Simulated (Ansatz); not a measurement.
Isomers of C2H8GeO

2 of its isomers, all singlets with charge 0: A = `CC[O][GeH3]`; B = `C[O][GeH2][CH3]`.

Shapes, held fixed at every level: PBE0-D4/def2-TZVP. Flexible molecules stand in one conformer, not always the lowest. Programs: Ansatz 0.2.0.

A:

```xyz
12

C    -1.1301    1.5652    0.2440
C    -0.1185    0.4693    0.4744
O    -0.0773   -0.3640   -0.6643
Ge    1.0498   -1.7400   -0.6512
H    -2.1201    1.1389    0.0703
H    -1.1835    2.2268    1.1122
H    -0.8553    2.1594   -0.6297
H    -0.3926   -0.1114    1.3684
H     0.8719    0.9088    0.6679
H     2.4877   -1.2106   -0.4803
H     0.8496   -2.4278   -2.0043
H     0.6953   -2.6697    0.5265
```

B:

```xyz
12

C     0.2392    2.1362    0.1782
O     0.6567    0.7962    0.1565
Ge   -0.5725   -0.4688   -0.1108
C     0.4108   -2.1367   -0.0796
H     1.1160    2.7658    0.3503
H    -0.4831    2.3337    0.9825
H    -0.2181    2.4444   -0.7724
H    -1.6245   -0.3632    1.0171
H    -1.2576   -0.1932   -1.4689
H     0.9062   -2.2542    0.8845
H    -0.2616   -2.9814   -0.2370
H     1.1654   -2.1340   -0.8665
```

Electronic energies in kJ/mol, without zero-point or thermal terms.

| level | kind | B − A |
| --- | --- | --- |
| HF/def2-SVP | Hartree–Fock | -14.1 |
| PBE-D4/def2-TZVPP | GGA | -24.0 |
| BHLYP-D4/def2-TZVPP | global hybrid | -23.6 |
| PBE0-D4/def2-TZVPP | global hybrid | -24.1 |
| r2SCAN0-D4/def2-TZVPP | global hybrid | -24.8 |
| B2PLYP/def2-TZVPP | double hybrid | -25.2 |
| MP2/def2-SVP | perturbation theory | -14.0 |
| CCSD(T)/def2-TZVPP | coupled cluster or CI | -25.9 |

The highest level, CCSD(T)/def2-TZVPP, puts B lowest of these. All levels agree on that. The B − A difference spans -25.9 to -14.0 kJ/mol over the levels. Relativity is left out for Ge. Outer-core shells of Ge are correlated, in sets that cover them unevenly.

Methoxy(methyl)germane (B) lies below ethoxygermane (A) by a clear margin, with B − A at -25.9 kJ/mol in coupled cluster. Both isomers keep one C–O and one Ge–O bond, so the preference comes down to exchanging a C–C and a Ge–H bond for a Ge–C and a C–H bond. Replacing the weak Ge–H bond with a strong C–H bond probably more than repays the loss of C–C for the weaker Ge–C bond. Placing the carbon substituent on the electropositive, oxygen-bearing germanium may add some polar stabilisation.

The spread among levels follows the basis set more than the treatment of correlation. Hartree–Fock and MP2 nearly coincide in the small basis, at -14.1 and -14.0 kJ/mol, while all the triple-zeta results cluster at distinctly larger preferences for B. This suggests that the small basis describes the two bonding patterns unevenly. The energy difference says nothing about how readily A would convert to B, which would require breaking and remaking strong bonds.
